AlNi3 is best known as the hardening phase of nickel superalloys, where its atoms order in the L1_2 pattern. The table is for another ordering of the same composition, D0_3, so its values shouldn't be carried over to the alloy phase.

The density of states counts the electron states available per eV in one cell of one Al and three Ni atoms. The column "density of states total" holds all of them. The "DOS" columns hold the parts that look like Ni 3d, Ni 4s, Al 3s or Al 3p orbitals, summed over the atoms of each element. Energies are counted from the Fermi level, so states at negative energies are filled.

AlNi3 in the D0_3 structure (cubic a = 5.604 Å), computed with Ansatz 0.2.0 using r2SCAN, scalar-relativistic PAW, a 500 eV cutoff, a 14×14×14 k mesh, 0.1 eV Gaussian smearing and no spin polarisation. The density of states uses tetrahedra on a 21×21×21 k mesh, averaged over 0.2 eV bins. Energies are relative to the Fermi level, and orbital parts are Löwdin projections.

| energy (eV) | density of states total (states/eV/cell) | DOS Ni 3d (states/eV/cell) | DOS Al 3p (states/eV/cell) | DOS Ni 4s (states/eV/cell) | DOS Al 3s (states/eV/cell) |
| --- | --- | --- | --- | --- | --- |
| -7.95 | 0.56 | 0.03 | 0.1100 | 0.2400 | 0.18 |
| -7.55 | 0.71 | 0.06 | 0.1200 | 0.2600 | 0.26 |
| -7.15 | 0.74 | 0.09 | 0.1100 | 0.2200 | 0.31 |
| -6.75 | 0.75 | 0.15 | 0.0900 | 0.1500 | 0.35 |
| -6.35 | 0.45 | 0.08 | 0.1400 | 0.1100 | 0.11 |
| -5.95 | 0.74 | 0.14 | 0.3000 | 0.2200 | 0.07 |
| -5.55 | 1.68 | 0.52 | 0.5600 | 0.3500 | 0.21 |
| -5.15 | 1.2 | 0.52 | 0.3100 | 0.1700 | 0.18 |
| -4.75 | 1.49 | 0.72 | 0.4000 | 0.2400 | 0.12 |
| -4.35 | 1.98 | 1.1 | 0.4300 | 0.3600 | 0.06 |
| -3.95 | 3.72 | 2.57 | 0.5900 | 0.4900 | 0.02 |
| -3.55 | 4.98 | 3.83 | 0.7100 | 0.3400 | 0 |
| -3.15 | 4.07 | 3.5 | 0.3400 | 0.1300 | 0 |
| -2.75 | 11.04 | 10.42 | 0.3100 | 0.0700 | 0.02 |
| -2.35 | 8.28 | 7.35 | 0.5100 | 0.0400 | 0.04 |
| -1.95 | 7.45 | 6.88 | 0.3000 | 0.0400 | 0.05 |
| -1.55 | 7.35 | 6.8 | 0.1900 | 0.1300 | 0.07 |
| -1.15 | 2.56 | 2.43 | 0.0700 | 0.0000 | 0.01 |
| -0.75 | 11.2 | 11.03 | 0.0400 | 0.0300 | 0.07 |
| -0.35 | 7.23 | 7 | 0.1100 | 0.0500 | 0.02 |
| 0.05 | 2.45 | 1.95 | 0.2900 | 0.1400 | 0.02 |
| 0.45 | 1.9 | 1.28 | 0.3500 | 0.1600 | 0.05 |
| 0.85 | 1.54 | 0.88 | 0.3600 | 0.1500 | 0.06 |
| 1.25 | 1.32 | 0.64 | 0.3600 | 0.1400 | 0.06 |
| 1.65 | 1.15 | 0.48 | 0.3500 | 0.1300 | 0.06 |
| 2.05 | 1.01 | 0.37 | 0.3300 | 0.1100 | 0.05 |
| 2.45 | 0.88 | 0.28 | 0.3000 | 0.0900 | 0.05 |
| 2.85 | 0.76 | 0.21 | 0.2600 | 0.0700 | 0.04 |
| 3.25 | 0.65 | 0.16 | 0.2300 | 0.0600 | 0.03 |
| 3.65 | 0.54 | 0.11 | 0.1900 | 0.0400 | 0.03 |
| 4.05 | 0.41 | 0.07 | 0.1400 | 0.0300 | 0.02 |
| 4.45 | 0.31 | 0.05 | 0.1000 | 0.0300 | 0.02 |
| 4.85 | 1.06 | 0.19 | 0.1100 | 0.5100 | 0.11 |
| 5.25 | 2.13 | 0.34 | 0.2700 | 0.7400 | 0.31 |
| 5.65 | 1.62 | 0.21 | 0.1900 | 0.5100 | 0.22 |

### (a) Which orbitals make the lowest listed states, and which make the tall peaks?

*Solution.* In the four lowest rows together, Al 3s gives 40 % of the density and Ni 4s gives 32 %. These are broad s orbitals, which overlap strongly with their neighbours. Strong overlap spreads their states over many eV, so the density at any one energy stays low.

The tall peaks are Ni 3d, which makes up 98 % of the total at -0.75 eV. A 3d orbital is compact and overlaps weakly, and the three Ni atoms bring fifteen of them. Many states in a narrow range of energy make a high density.

### (b) Is the Ni 3d shell full?

*Solution.* The peaks end near the Fermi level: between the rows at -0.35 and 0.05 eV the total falls by a factor of three. That looks like a d shell just filled. Yet the orbital occupations of the same calculation give 26.9 electrons in 3d orbitals that could hold 30. About one 3d place per Ni atom is empty, though the exact count depends on how the electrons are assigned to orbitals.

The table shows where the empty places are. Most of them lie in a long tail above the Fermi level, which is followed by a small rise near 5.25 eV. The listed rows account for 2.6 of the 3.1. The next two parts offer a reason for the tail.

### (c) Why is Ni 4s so scarce where Ni 3d is large?

*Solution.* The Ni 4s density averages 0.40 states/eV from -4.35 to -3.55 eV. It drops to 0.05 within the main d peaks (-2.75 to -0.35 eV) and recovers only to 0.14 in the first 2 eV above the Fermi level. It then fades to 0.03 at 4.45 eV and returns in strength only from 4.85 eV (0.51), where Al 3s returns too.

Theory offers a standard reason, called hybridisation. When a broad s or p state and a d state lie close in energy and can mix, the two resulting states are pushed apart, one down and one up. States with much s character therefore end up below or above the d level. Each of them takes some d character along, and the upper ones stay empty. The same can happen with p states. In the tail above the Fermi level, Al 3p in fact outweighs Ni 4s: at 2.45 eV it has 0.30 states/eV, against 0.09 for Ni 4s. Repulsion from the d level need not be the whole reason for the scarce s character in the tail, since an sp band is expected to turn from s-like to p-like towards its top even without d states.

### (d) How fast should the d character fade above the Fermi level?

*Solution.* Take one d orbital of energy E_d and one s or p state, coupled by an energy V. For a mixed state of energy E, with amplitudes c_d and c_s, the Schrödinger equation requires

(E − E_d) c_d = V c_s.

Squaring gives the ratio of the two weights, V²/(E − E_d)². Since the weights add up to one,

d share = V² / [V² + (E − E_d)²].

Mixing spreads the d orbital over many states but leaves its mean energy unchanged. E_d can therefore be read off as the average energy of the Ni 3d column, which is -1.73 eV. The listed range cuts off both ends of the bands, so this value is approximate. Only V was adjusted, as an average over the eleven rows from 0.45 to 4.45 eV, and it came out at about 2.85 eV.

For the row at 4.45 eV, which belongs to that average, the estimate runs as follows:

- distance from the d level: 4.45 + 1.73 = 6.18 eV, squared 38.2 eV²
- V² = 2.85² = 8.1 eV²
- d share = 8.1 / (8.1 + 38.2) = 17.5 %

The table gives 0.05/0.31 = 16 %. Over the eleven rows the typical miss is 1.8 percentage points. A decay with the first power of the distance from the same E_d, also with one adjusted constant, misses by 8.6 points. That comparison hangs on the origin. Counted from the Fermi level, at the upper edge of the d peaks, a first power also follows the rows fairly well, for the energy times the ratio of d to non-d density stays near 1 eV: 1.25 × 0.64/(1.32 − 0.64) = 1.2 and 4.45 × 0.05/(0.31 − 0.05) = 0.9. The tail alone doesn't fix the power. The printed output after this text has the details.

The small rise near 5.25 eV wasn't used to set V. There the formula gives 14 %, and the table 0.34/2.13 = 16 %. The test is a mild one: the first power counted from the Fermi level passes it too (5.25 × 0.34/(2.13 − 0.34) = 1.0), and the main partner there is Ni 4s rather than Al 3p, so the same V need not apply.

The agreement supports hybridisation as the cause of the tail but doesn't prove it, because V stands for couplings that differ from state to state and also absorbs the width of the d band. The row at 0.05 eV was left out of the average because it touches the d peaks, whose width the model ignores. There the model gives 72 % and the table 80 %.

### (e) Does the same formula work below the d peaks?

*Solution.* Only close to them. At -4.35 eV the distance is 2.62 eV, and the formula gives 8.1/(8.1 + 6.9) = 54 %, against 1.10/1.98 = 56 % in the table. At -7.95 eV it predicts 17 %, but the table has only 5 %. Neither row was used to set V.

Symmetry offers a reason. In the lowest state of the band, which lies below the listed range, the electron wave has the same phase in every cell, and around each Ni atom it is s-like. On a site of cubic symmetry such a wave can't mix with a d orbital, so V is zero there and grows only as the wavelength shortens. A single V is thus likely to be too large in the lower part of the band.

### (f) Which digits can be trusted?

*Solution.* Each row averages over 0.2 eV, but the rows stand 0.4 eV apart, so half of the energies are unseen. Whether the peak near -0.75 eV (11.2) is really higher than the one near -2.75 eV (11.04) can't be decided. Sums over many rows fare better: the filled part of the Ni 3d column adds up to 26.4 electrons, 2 % below the directly computed 26.9.

Small entries are limited by rounding. In the Al 3p and Ni 4s columns every entry ends in two zeros, so only the first two decimals carry information. The 0.05 used in part (d) is uncertain by a tenth of itself, so the 17.5 % and 16 % found there agree within the rounding. The listed orbitals are also incomplete at high energy, for Ni 4p and Al 3d have no column. At 4.05 eV, 37 % of the total lies outside the four listed kinds.

The energies themselves are Kohn-Sham ones. For nickel metal, calculations with common functionals give a d band wider than photoemission finds, so the d peaks here may also reach too deep.

### (g) What if all three Ni atoms became Co, or all three became Cu?

*Solution.* A first estimate keeps the bands fixed and changes only the number of electrons. Co has one electron fewer than Ni, so three must go. The uppermost 0.55 eV of filled states holds roughly 3.3 electrons (a sum over only two rows, across the steep edge), and the Fermi level drops by about half an eV, into the d peaks.

Cu has one electron more, so three must be added. The output has no value for this shift, but the rows give it. Up to 1.85 eV there is room for

0.25 × 2.45 + 0.4 × (1.90 + 1.54 + 1.32 + 1.15) = 3.0 electrons,

so the Fermi level rises by nearly 2 eV. The same number of electrons moves it three to four times as far upwards as downwards, because the tail offers far fewer states per eV than the peaks.

Real bands don't stay fixed. From Co to Cu the d level sinks, which the table can't show, so these shifts indicate a direction and a rough size only.

### (h) The calculation forced equal numbers of spin-up and spin-down electrons. Would the metal become magnetic if that were lifted?

*Solution.* The Stoner criterion gives a first answer. A non-magnetic metal becomes unstable when the density of states per atom and spin, times an exchange energy, exceeds one. For Ni that energy is roughly 1 eV, a recalled value. The Ni 3d density at 0.05 eV is 0.33 states/eV per atom and spin, so the product is about 0.3 and gives no sign of magnetism. At -0.35 eV the density is 1.2, and a metal with its Fermi level there would be on the verge of magnetism or beyond it.

The estimate has two gaps. It tests only whether a small moment would grow, not whether a state with a large moment lies lower in energy. It also averages over unlike atoms: one Ni has eight Ni neighbours, while the other two have four Al and four Ni each. If all the 3d density at 0.05 eV sat on a single Ni atom, the product would be three times as large, close to one. The orbital occupations speak against so extreme a case: the Ni atom among Ni lacks 1.08 d electrons and the other two lack 1.02 each, though these counts cover all empty states and not just those at the Fermi level. Whether the Ni atom surrounded only by Ni carries a moment remains open until the calculation is repeated with free spins, started from a finite moment. Since r2SCAN tends to exaggerate moments in metals such as Ni, a moment found that way should also be checked with a simpler functional such as PBE.

Numerical output:

```
Al 3s share of the total in the four lowest rows, percent: 39.86
Ni 4s share of the total in the four lowest rows, percent: 31.52
Ni 3d share at -0.75 eV, percent: 98.48
Total at -0.35 eV over total at 0.05 eV, ratio: 2.951
Mean Ni 4s density from -4.35 to -3.55 eV, states/eV/cell: 0.3967
Mean Ni 4s density from -2.75 to -0.35 eV, states/eV/cell: 0.05143
Mean Ni 4s density from 0.05 to 2.05 eV, states/eV/cell: 0.1383
Occupied Ni 3d electrons per cell summed from the listed rows: 26.38
Occupied Ni 3d electrons per cell by Loewdin: 26.88
Empty Ni 3d states per cell summed from the listed rows: 2.596
Empty Ni 3d states per cell by Loewdin, 30 less the occupied: 3.123
Centre of the Ni 3d density over all listed rows, eV: -1.729
Effective coupling V from rows 0.45 to 4.45 eV, eV: 2.847
Rms miss of the d share, two-level model, rows 0.45 to 4.45 eV, percentage points: 1.774
Rms miss of the d share, first-power rival, same rows, percentage points: 8.596
Ni 3d share at 0.05 eV, table, percent: 79.59
Ni 3d share at 0.05 eV, model, percent: 71.91
Ni 3d share at 2.45 eV, table, percent: 31.82
Ni 3d share at 2.45 eV, model, percent: 31.7
Ni 3d share at 4.45 eV, table, percent: 16.13
Ni 3d share at 4.45 eV, model, percent: 17.51
Ni 3d share at -7.95 eV, table, percent: 5.357
Ni 3d share at -7.95 eV, model, percent: 17.32
Rigid-band rise of the Fermi level for three more electrons per cell, eV: n/a
Electrons per cell held between -0.55 eV and the Fermi level: 3.26
Ni 3d density per Ni atom and spin at 0.05 eV, states/eV: 0.325
Ni 3d density per Ni atom and spin at -0.35 eV, states/eV: 1.167
Share of the total outside the four listed shells at 4.05 eV, percent: 36.59
```
